In tungsten, the highest filled and lowest empty levels at one crystal momentum lie 11 eV apart at one point of the Brillouin zone and only 1.5 eV apart at another. What sets such different separations within one metal, and why does a many-body correction widen the small ones but narrow the largest?

G0W0 levels of body-centred cubic W from Yambo 5.3.0, on LDA states from Quantum ESPRESSO (PseudoDojo 0.4.1 SR LDA stringent potentials, 1687 eV cutoff, 6x6x6 k mesh, 0.05 eV Fermi-Dirac smearing, no spin-orbit coupling). The correction uses a plasmon-pole model, 64 bands and an 8 Ry screening cutoff. Each column of levels counts from its own highest filled level.

| row | state k a (reciprocal cell vector) | state k b (reciprocal cell vector) | state k c (reciprocal cell vector) | state band | state start level (eV) | state corrected level (eV) |
| --- | --- | --- | --- | --- | --- | --- |
| 1 | 0.000 | 0.000 | 0.000 | top filled | -1.278 | -1.259 |
| 2 | 0.000 | 0.000 | 0.000 | first empty | 2.153 | 2.330 |
| 3 | 0.000 | 0.000 | 0.167 | top filled | 0.000 | 0.000 |
| 4 | 0.000 | 0.000 | 0.167 | first empty | 1.470 | 1.685 |
| 5 | -0.500 | -0.500 | -0.500 | top filled | -5.873 | -5.650 |
| 6 | -0.500 | -0.500 | -0.500 | first empty | 5.126 | 4.923 |

The rows form pairs, each at one wave vector $k$, given by three components along the reciprocal cell vectors. Rows 1 and 2 belong to the zone centre Γ, rows 5 and 6 to the zone corner H, and rows 3 and 4 lie a third of the way from Γ to the face centre N. The start level comes from LDA, the corrected level from one-shot GW. Tungsten is a metal, so these separations are not band gaps. Each column counts from its own row 3, which hides that level's own correction, but a separation within a pair doesn't depend on this zero.

**Why the start separations differ**

The levels at Γ and H are d levels of two shapes. The $t_{2g}$ triplet has lobes between the cube axes, the $e_g$ pair along them. The degeneracies in the same calculation show a filled triplet below an empty pair at Γ, and a filled pair below an empty triplet at H. "Top filled" and "first empty" are therefore not two bands that can be followed from one point to the other.

The reversal follows from the phase of the wave. A body-centred cubic crystal consists of two simple cubic sublattices, and the eight nearest neighbours of an atom sit on the other one. At Γ the orbitals repeat with the same sign everywhere: the triplet overlaps head-on with these neighbours and bonds, while the pair overlaps only sideways and is antibonding. At H the sign flips on the other sublattice, so bonding and antibonding change places.

The six second neighbours lie along the cube axes on the atom's own sublattice, where the sign is the same at Γ and H. The $e_g$ lobes point at them and bond, which favours the pair at both points. Let $B$ be the size of the splitting due to the other sublattice and $A$ that due to the own sublattice, including the field at the atom itself. At Γ they oppose each other, at H they add:

$$B-A=3.43\ \text{eV},\qquad B+A=11.00\ \text{eV}.$$

Half the sum gives $B\approx7.2$ eV and half the difference $A\approx3.8$ eV. Two separations fix two parts, so the agreement is exact and tests nothing; the support for the picture is the reversed order of the levels. Its use is to show that the small splitting at Γ doesn't mean weak bonding. It is what remains when two strong effects compete.

**Why the correction is small and changes sign**

GW replaces the LDA exchange-correlation potential by an exchange term and a correlation term. Here both are evaluated at the start energy, which also fixes the state weight at 1. The change of a separation is then a plain sum of the correlation part and of exchange less the LDA potential. At H this reads

$$-7.963+7.537=-0.426\ \text{eV}.$$

The two parts have opposite signs for a physical reason. Bare exchange lowers a filled state strongly, because it overlaps with the other filled states and counts itself among them. An empty state gains less, and the LDA potential doesn't distinguish the two in this way. Exchange therefore pulls filled and empty levels apart. In a metal the other electrons screen this interaction and work against the effect, so correlation raises the filled levels and lowers the empty ones in every pair.

The balance shifts between Γ and H, and both levels take part. The correlation term of the filled level grows with its depth, from 0.7 eV in row 3 to 2.0 eV in row 1 and 3.3 eV in row 5. Theory expects this: a deeper level comes closer in energy to the screening excitations that push it up and moves away from those that push it down. Depth can't be the only cause, though, since the term changes much more steeply between rows 3 and 1 than between rows 1 and 5. Near the Fermi level fewer states at neighbouring wave vectors are filled, and the level in row 3 may itself be only partly filled. Either would weaken both its bare exchange and the correlation that screens it. In line with this, exchange less the LDA potential and correlation differ between rows 3 and 1 by nearly equal and opposite amounts. From Γ to H the closing by correlation grows by about 1.2 eV and the opening by exchange by only 0.6 eV. Exchange wins narrowly at Γ, correlation at H.

The depth of the filled level is only part of the reason. From Γ to H the shift of the filled level rises by 0.2 eV, but that of the empty level falls by 0.4 eV. Correlation doesn't cause this fall: its pull on the empty level is slightly weaker in row 6 than in row 2, although the same theory expects a stronger pull on a higher level. Exchange less the LDA potential lowers the level instead. The empty level belongs to the pair at Γ and to the triplet at H, and the different orbital shape is a likely cause, which these outputs can't test.

The two sublattice parts show what this means for the d bands. The correction reduces $B$ by 0.13 eV and $A$ by 0.29 eV. Both splittings become weaker, so their sum at H must fall. At Γ the opposing part loses more than the main part, and the difference grows by 0.16 eV. The widening at Γ is thus compatible with an overall narrowing of the d bands. This division only rearranges the two changes: any part of the correction that depends merely on a level being filled or empty enters both separations alike and is counted in $B$.

**The pair near the Fermi level**

Rows 3 and 4 lie at a point of lower symmetry, where the triplet and the pair split up and the two-part picture no longer applies. The phase of the wave now differs from neighbour to neighbour, which is expected to weaken both the bonding of the filled level and the antibonding of the empty one. Compared with Γ, the top filled level lies 1.3 eV higher and the lowest empty one 0.7 eV lower, which leaves only 1.5 eV between them. The correction widens this separation by 0.215 eV, or 15 % of its start value, the largest relative change of the three. Such an opening next to the Fermi level of a metal deserves suspicion, and the $k$ mesh offers a possible cause. A filled state has exchange with its own mesh cell, an empty one doesn't. For a sphere with the volume of that cell,

$$E=\frac{2e^2q}{\pi},\qquad q=\left(\frac{6\pi^2}{N\Omega}\right)^{1/3}.$$

Here $N=6^3$ is the number of mesh points, $\Omega=15.85$ Å$^3$ the volume per atom and $e^2\approx14$ eV Å. This gives $q\approx0.26$ Å$^{-1}$ and $E\approx2.4$ eV. A half-filled level would lose half of this exchange, or 1.2 eV. That is about the step in exchange less the LDA potential between rows 1 and 3, so partial filling may explain the irregular row 3, though the outputs don't give its occupation.

Complete metallic screening would cancel the difference between filled and empty states. If only a tenth of the 2.4 eV survived for a full level, or a fifth of the 1.2 eV for a half-filled one, it would account for the whole widening. Whether that happens here is untested, and the outputs don't show whether the screening at long wavelengths includes transitions within the partly filled bands. The same remainder would enter the pairs at Γ and H, so the widening at Γ is open to the same doubt.

**What to do with these numbers**

The order of the d levels and the contrast between Γ and H can be relied on, since symmetry and strong overlap set them and no separation changes by more than half an electronvolt. The same phase argument is a first guide to the d levels of other body-centred cubic metals. A rigid shift of all empty levels can't reproduce these results, because it would change every separation by the same amount.

The signs of the small changes are provisional. Each is the remainder of terms more than ten times larger, computed with a coarse mesh, an unconverged number of bands and a single plasmon pole, which is a doubtful description of screening in a d metal. The mesh should be refined first, then the bands and the screening cutoff, and the pole model checked against a full frequency treatment. Before a comparison with photoemission, spin-orbit coupling must be added: it splits the triplets in rows 1 and 6, in so heavy an element probably by an amount comparable with the changes discussed here. The printed analysis below lists the parts for each pair.

Output of the analysis:

```
Shift relative to row 3 and correlation self-energy, eV:
  row   shift  correlation
    1   0.019         1.98
    2   0.177        -4.83
    3       0       0.7279
    4   0.215       -4.084
    5   0.223        3.314
    6  -0.203       -4.649
Separation of empty and filled level at the same k, eV:
  row  start  corrected  change  change_percent
    1  3.431      3.589   0.158           4.605
    2  3.431      3.589   0.158           4.605
    3   1.47      1.685   0.215           14.63
    4   1.47      1.685   0.215           14.63
    5     11      10.57  -0.426          -3.873
    6     11      10.57  -0.426          -3.873
Parts of the change of the separation, eV:
  row  correlation  exchange_less_LDA_potential     net
    1        -6.81                        6.968   0.158
    2        -6.81                        6.968   0.158
    3       -4.812                        5.027   0.215
    4       -4.812                        5.027   0.215
    5       -7.963                        7.537  -0.426
    6       -7.963                        7.537  -0.426
Part of the splitting from the other sublattice, start levels, eV: 7.215
Part of the splitting from the own sublattice, start levels, eV: 3.784
Change of the other-sublattice part by G0W0, eV: -0.134
Change of the own-sublattice part by G0W0, eV: -0.292
Estimated bare exchange of a filled state with its own mesh cell, eV: 2.371
Net widening at the point between Gamma and N as percent of that exchange: 9.069
```
